**Question.** I have a set of Wannier functions for a hexagonal SiC crystal, meant as the start of a small model of its bands. The positions are fractions of the cell edges, and the spread is the mean squared distance of a function's density from its own centre.

Wannier functions of hexagonal SiC (P6₃mc, a = 3.076 Å, c = 10.071 Å) from GPAW 26.7.0 and Wannier90 3.1.0, with optB88-vdW, PAW data sets and an 800 eV plane-wave cutoff. The k mesh is 10×10×3 for the density-functional run and 4×4×3 for the Wannier functions, which had no localisation iterations. Columns a, b and c give the centres in fractions of the cell edges.

| row | function a (fractional) | function b (fractional) | function c (fractional) | function spread (angstrom^2) |
| --- | --- | --- | --- | --- |
| 1 | 0.000 | 0.000 | 0.187 | 1.338 |
| 2 | -0.054 | -0.108 | 0.172 | 1.774 |
| 3 | 0.000 | 0.000 | 0.230 | 1.839 |
| 4 | 0.051 | 0.103 | 0.172 | 1.774 |
| 5 | 0.000 | 0.000 | 0.687 | 1.338 |
| 6 | 0.054 | 0.108 | 0.672 | 1.774 |
| 7 | 0.000 | 0.000 | 0.730 | 1.839 |
| 8 | -0.051 | -0.103 | 0.672 | 1.774 |
| 9 | 0.333 | 0.667 | 0.438 | 1.318 |
| 10 | 0.387 | 0.774 | 0.421 | 1.775 |
| 11 | 0.333 | 0.667 | 0.474 | 1.819 |
| 12 | 0.282 | 0.564 | 0.421 | 1.776 |
| 13 | 0.667 | 0.333 | 0.938 | 1.318 |
| 14 | 0.613 | 0.226 | 0.921 | 1.775 |
| 15 | 0.667 | 0.333 | 0.974 | 1.819 |
| 16 | 0.718 | 0.436 | 0.921 | 1.776 |
| 17 | 0.000 | 0.000 | 0.000 | 1.230 |
| 18 | -0.006 | -0.012 | -0.005 | 1.459 |
| 19 | 0.000 | 0.000 | 0.008 | 1.589 |
| 20 | 0.006 | 0.012 | -0.005 | 1.459 |
| 21 | 0.000 | 0.000 | 0.500 | 1.230 |
| 22 | 0.006 | 0.012 | 0.495 | 1.459 |
| 23 | 0.000 | 0.000 | 0.508 | 1.589 |
| 24 | -0.006 | -0.012 | 0.495 | 1.459 |
| 25 | 0.333 | 0.667 | 0.250 | 1.192 |
| 26 | 0.323 | 0.647 | 0.244 | 1.417 |
| 27 | 0.333 | 0.667 | 0.257 | 1.540 |
| 28 | 0.343 | 0.686 | 0.244 | 1.417 |
| 29 | 0.667 | 0.333 | 0.750 | 1.192 |
| 30 | 0.677 | 0.353 | 0.744 | 1.417 |
| 31 | 0.667 | 0.333 | 0.757 | 1.540 |
| 32 | 0.657 | 0.314 | 0.744 | 1.417 |

1. Are these the Si–C bonds?
2. Which functions are larger, and why?
3. Why do rows 2 and 4 move in opposite directions?
4. Why does row 3 move along the c axis, and are the three shifts related?
5. Is row 3 really wider than row 2?
6. What would change with full localisation, or with the occupied bands alone?
7. Which digits can I trust?

**Answer.**

**1. Are these the bonds?** No, they are functions on atoms. The centres of rows 1 and 17 lie 1.88 Å apart along c, which is the Si–C contact itself, so each of the two sits on an atom and not between two. The count agrees: 32 functions make four per atom, one s-like and three p-like, while the 32 valence electrons fill only 16 bands. Each bond has an occupied bonding combination and an empty antibonding one, and with both at hand one can undo the mixing and recover a function for each atom. The centres therefore don't locate electron pairs, and their positions don't measure how ionic the crystal is.

**2. Which are larger?** The functions in rows 1–16 are wider than those of the same kind in rows 17–32. Geometry alone doesn't tell which group is silicon. I assign the wider one to silicon because its valence electrons are in the third shell, those of carbon in the second. The mean spreads are then 1.68 Å² on silicon and 1.41 Å² on carbon.

The p-like functions differ more between the elements than the s-like ones, by about 0.3 against 0.1 Å². This is what the atomic shells suggest. Carbon has no inner p shell, so its 2p electrons can stay close to the nucleus, whereas silicon's 3p electrons must be orthogonal to a filled 2p shell and are pushed outwards. In diamond, where all atoms are equivalent carbons, this contrast between two groups would vanish.

**3. Why the opposite directions?** Rows 2 and 4 are the two p-like functions that lie mainly in the plane. Added together, their densities form a ring around the c axis through the atom. That axis has threefold symmetry, so the ring as a whole can't move sideways: if one partner moves one way, the other must move back by the same amount. The s-like function and the p-like function along c are each symmetric about the axis by themselves, so they stay on it.

**4. Why the shift along c?** Row 3 lies 0.43 Å above row 1. The silicon atom there has one carbon straight below it and three others slightly above, off to the sides. A p-like function along c overlaps most with the carbon below. Making it orthogonal to that neighbour's functions removes density from the region between the atoms, which pushes the centre up. The in-plane partners overlap with the three upper carbons instead, and they move down.

This would account for the directions on silicon, although the calculation doesn't isolate the effect. On carbon the centres move slightly towards the silicon neighbours. A plausible reading is that the overlap region lies close to the compact carbon atom, so that removing density there shifts the centre little, while the small tail gained on silicon pulls it across.

The relation between the three shifts needs only symmetry. Take an ideal tetrahedral site, with cube axes $x$, $y$, $z$ and one bond along $(1,1,1)$. The density of a p function pointing along the unit vector $\mathbf n$ is quadratic in $\mathbf n$, and the only shift of that form which the tetrahedron allows is

$$\mathbf d = D\,(n_y n_z,\; n_z n_x,\; n_x n_y),$$

where the length $D$ sets the scale.

For the function along the bond, $\mathbf n=(1,1,1)/\sqrt3$, and the centre moves by $D/\sqrt3$ along that bond's axis. For a function at right angles to it, $\mathbf n=(1,-1,0)/\sqrt2$, the shift is $(0,0,-D/2)$. Resolved along the bond axis and across it, this is $-D/(2\sqrt3)$ and $D/\sqrt6$. In units of the first shift, the in-plane partners should thus move by one half in the opposite direction along c, and by $1/\sqrt2\approx0.71$ sideways.

Now use row 3 as the only input. Its 0.43 Å predicts a sideways shift of $0.71\times0.43\approx0.31$ Å for rows 2 and 4, and the calculation gives 0.28 Å on average. The predicted downward shift is half of 0.43 Å, about 0.22 Å, but the calculated one is only 0.15 Å.

The second kind of silicon site, in rows 9–12, comes closer along c: the ratio is −0.47 where the ideal is −0.50. Sideways it overshoots a little, with 0.77 against 0.71. On carbon the rule is only a rough guide, and row 18 moves sideways by about half of what row 19 would suggest. The output below lists the comparison for both silicon sites.

**5. Is row 3 really wider than row 2?** I wouldn't rely on it. At an ideal tetrahedral site the three p functions have the same mean squared distance from the nucleus. The spread is measured from each function's own centre, so the square of the centre's shift is subtracted. Row 3 has shifted furthest and should come out slightly narrower, yet the table has it wider.

The likely culprit is the mesh of wave vectors on which the functions were built. It is 4×4×3, coarser in the plane than the 10×10×3 mesh of the underlying density-functional calculation. A spread is obtained from the overlap of states at neighbouring mesh points. For a Gaussian density of variance $\sigma^2$ along one direction and a mesh spacing $b$, the method finds $(1-e^{-b^2\sigma^2})/b^2$, which is always less than $\sigma^2$ and falls further short as $b$ grows. Here the spacing is 0.59 Å⁻¹ in the plane but only 0.21 Å⁻¹ along c. Functions that extend in the plane are therefore understated most, which is the sense of the difference between rows 2 and 3. Only a finer mesh would show whether this accounts for all of it.

**6. What would change with other choices?** These functions were projected onto atomic shapes and then left as they were. A localisation run would mix them to make the total spread as small as possible. About 56% of the present total is fixed by the chosen space of bands and can't be removed in this way. The rest depends on how the functions are mixed, so individual spreads and centres could change.

Keeping only the 16 occupied bands would change the meaning of the result, not just its numbers. Without the antibonding half, the atomic functions can't be recovered. The localised functions would then be one per bond, with centres between the atoms and closer to carbon, which attracts the electrons more strongly. That is the set to use for questions of bonding and polarity; the present one suits an atom-based model of valence and conduction bands.

**7. Which digits can I trust?** Rows 5–8 repeat the spreads of rows 1–4 to the last digit, but they are symmetry copies, so this shows consistency and not accuracy. Rows 2 and 4 give a better test, since their sideways shifts should be equal. They are 0.29 and 0.27 Å, so the centres are uncertain by at least about 0.01 Å. For the spreads I would trust the order of silicon and carbon, but give no cause to the 0.04 Å² by which the two kinds of carbon site differ on average.

For a band model the errors matter more. The interpolated bands miss the directly calculated ones by 0.06 eV on average and by up to 0.45 eV at worst. The run doesn't report which bands miss, so fine details of the band edges can't be relied on. Even a perfect interpolation would keep the band gap of this functional, which is well below the measured one. Before using these functions, refine the mesh in the plane from 4 to about 12 divisions, which makes its spacing similar to that along c. If the difference in spread between rows 2 and 3 closes or reverses, it came from the mesh; if the bands still miss, look next at the choice of bands and projections.

The analysis program printed:

```
Number of functions: 32
Occupied bands, from 32 electrons in the further outputs: 16
Distance between s-like centres of rows 1 and 17, angstrom: 1.883
Mean spread on Si, angstrom^2: 1.677
Mean spread on C, angstrom^2: 1.413
Excess of Si mean over C mean, percent: 18.67
Si minus C, s-like mean spread, angstrom^2: 0.117
Si minus C, p-like mean spread, angstrom^2: 0.3127
Along-c minus in-plane p-like spread on Si, angstrom^2: 0.05425
Along-c minus in-plane p-like spread on C, angstrom^2: 0.1265
Si cubic site, shift of along-c p-like centre, angstrom: 0.4331
Si hexagonal site, shift of along-c p-like centre, angstrom: 0.3626
Si cubic site, sideways shift over along-c shift (ideal 0.71): 0.649
Si hexagonal site, sideways shift over along-c shift (ideal 0.71): 0.7715
Si cubic site, in-plane partners' shift along c over along-c shift (ideal -0.50): -0.3488
Si hexagonal site, in-plane partners' shift along c over along-c shift (ideal -0.50): -0.4722
C cubic site, shift of along-c p-like centre, angstrom: 0.08057
Sideways shift of row 2, angstrom: 0.2877
Sideways shift of row 4, angstrom: 0.2744
Cubic minus hexagonal mean spread on C, angstrom^2: 0.04275
Wannier mesh spacing in the plane, 1/angstrom: 0.5897
Wannier mesh spacing along c, 1/angstrom: 0.208
Off-diagonal gauge-dependent share of total spread, percent: 43.77
Invariant share of total spread, percent: 55.87
```
